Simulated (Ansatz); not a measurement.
# From Si(NH2)3F to Si(OH)3F: predicting a member

Gas-phase molecules. On one Si centre that keeps F, n of the NH2 ligands are replaced by OH. The dipole moment y in D at wB97M-V/def2-TZVPP. Shapes: PBE0-D4/def2-TZVP. Flexible molecules stand in one conformer, not always the lowest. Programs: Ansatz 0.2.0.

| molecule | n | y (D) |
| --- | --- | --- |
| Si(NH2)3F | 0 | 1.30 |
| Si(NH2)2(OH)F | 1 | ? |
| Si(NH2)(OH)2F | 2 | 1.67 |
| Si(OH)3F | 3 | 0.56 |

Task: Fit y = c + s·n to the known rows and predict Si(NH2)2(OH)F.

Result: 
1. Means of the 3 rows: n = 1.66667, y = 1.177.
2. Σ(Δn)² = 4.6667, Σ(Δn·Δy) = -0.86333, so the slope is -0.86333/4.6667 = -0.185.
3. Intercept: 1.177 − (-0.185) × 1.66667 = 1.485. The largest residual of the fit is 0.55.
4. Si(NH2)2(OH)F: 1.485 + (-0.185) × 1 = 1.30 D.

The run gave 1.10 D, so the prediction is off by +0.20 D, within the largest residual. The steps per swap are uneven (-0.20, +0.57, -1.11), so a line is a poor model. Dipoles add as vectors. Other levels give for Si(NH2)2(OH)F: PBE-D4/def2-TZVPP 1.10; r2SCAN-D4/def2-TZVPP 1.11 D. The series isn't monotonic at this level.

Replacing all three amino groups lowers the dipole moment from 1.30 to 0.56 D, but not monotonically: Si(NH2)2(OH)F, at 1.10 D, lies between these ends, while Si(NH2)(OH)2F, at 1.67 D, lies above both. Oxygen is closer to fluorine in electronegativity than nitrogen is, so the polar Si-O bonds should offset the Si-F bond moment more evenly in Si(OH)3F. Superimposed on this are the O-H and N-H bonds and the lone pairs, whose contributions point away from the Si-ligand axes and turn with each ligand's torsion. In Si(NH2)(OH)2F they probably reinforce one another, whereas in Si(OH)3F they largely cancel. The count of OH groups carries none of this orientational information.

The near-identical values from the three functionals for Si(NH2)2(OH)F suggest that the miss comes from the linear model rather than from the description of the electron density. Falling within the largest residual is weak support for the fit, since three points leave only one degree of freedom and that residual is comparable to the smallest dipole in the series.
